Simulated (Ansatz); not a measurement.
## ZrC: energy less free atoms and pressure against volume scale

All results are calculated (Ansatz 0.2.0). Periodic Kohn-Sham DFT of a crystal at fixed atoms, scaled to volume_scale times the given cell; pressure positive in compression, energy less spherical unpolarised free atoms, largest_vzz the field gradient of largest size among the nuclei.

The cell before it is scaled or strained (space group Fm-3m, No. 225):
```
ZrC
1.0
      0.0000     2.3543     2.3543
      2.3543     0.0000     2.3543
      2.3543     2.3543     0.0000
Zr C
1 1
Direct
  0.00000 0.00000 0.00000
  0.50000 0.50000 0.50000
```

Settings of every row: method all-electron LAPW; functional PBE; relativity scalar; k mesh 14x14x14; filling fermi-dirac; smearing width 0.05 eV; basis error target 0.5 meV/atom; nucleus gaussian.

Atom start moment: 0 on all atoms.

```
row  volume scale  V (Å³/atom)  energy less free atoms (eV/atom)  pressure (GPa)
  1        0.9405       12.273                           -9.0894          15.519
  2          0.97       12.658                           -9.1166           7.281
  3             1       13.049                                 ?               ?
  4          1.03       13.441                           -9.1177          -6.122
  5          1.06       13.832                           -9.0961         -11.443
```

Question: what energy less free atoms and pressure should row 3 give?

Worked fit of energy less free atoms. Take u = (V_r/V)^(2/3) − 1 with V_r = 13.05 Å³ an atom, which is twice the finite (Eulerian) strain; such expansions in the strain, on which the Birch-Murnaghan equation of state is built, carry the rest volume and the bulk modulus. The shown rows have u = 0.04177, 0.02054, -0.01949, -0.03805. Least squares give energy less free atoms = −9.12534 + 0.0076 × u + 20.406 × u² eV/atom; a straight line predicts inner rows, each left out in turn, worse (root mean square 0.019 against 8e-05 eV/atom). All shown rows lie on it to the printed digit. Its lowest point lies at u = -0.0002, or V = 13.05 Å³ an atom, and the curvature there gives the bulk modulus at fixed shape and fractions, B = (4/9)(1 + u)² E″(u)/V = 223 GPa. The withheld row has u = 5e-05, so the fit gives −9.12534 + 0.0076 × (5e-05) + 20.406 × (5e-05)² = -9.1253 eV/atom.

The calculation gave -9.1253 eV/atom. The fit meets it to the printed digit.

Worked fit of pressure. Take u = (V_r/V)^(2/3) − 1 with V_r = 13.05 Å³ an atom, which is twice the finite (Eulerian) strain; such expansions in the strain, on which the Birch-Murnaghan equation of state is built, carry the rest volume and the bulk modulus. The shown rows have u = 0.04177, 0.02054, -0.01949, -0.03805. Least squares give pressure = 0.0637 + 334.492 × u + 847.38 × u² GPa; a straight line predicts inner rows, each left out in turn, worse (root mean square 0.78 against 0.028 GPa). The rows lie off it by 0.005, -0.011, 0.012, -0.006 (root mean square 0.009 GPa). The pressure vanishes at u = -0.0002, or V = 13.05 Å³ an atom, and there the bulk modulus at fixed shape and fractions is B = −V dP/dV = (2/3)(1 + u) dP/du = 223 GPa. The withheld row has u = 5e-05, so the fit gives 0.0637 + 334.492 × (5e-05) + 847.38 × (5e-05)² = 0.080 GPa.

The calculation gave 0.073 GPa. The fit lies 0.007 GPa (9.6 % of the value, 0.026 % of the column's range) above it; its largest miss of a shown row is 0.012 GPa.
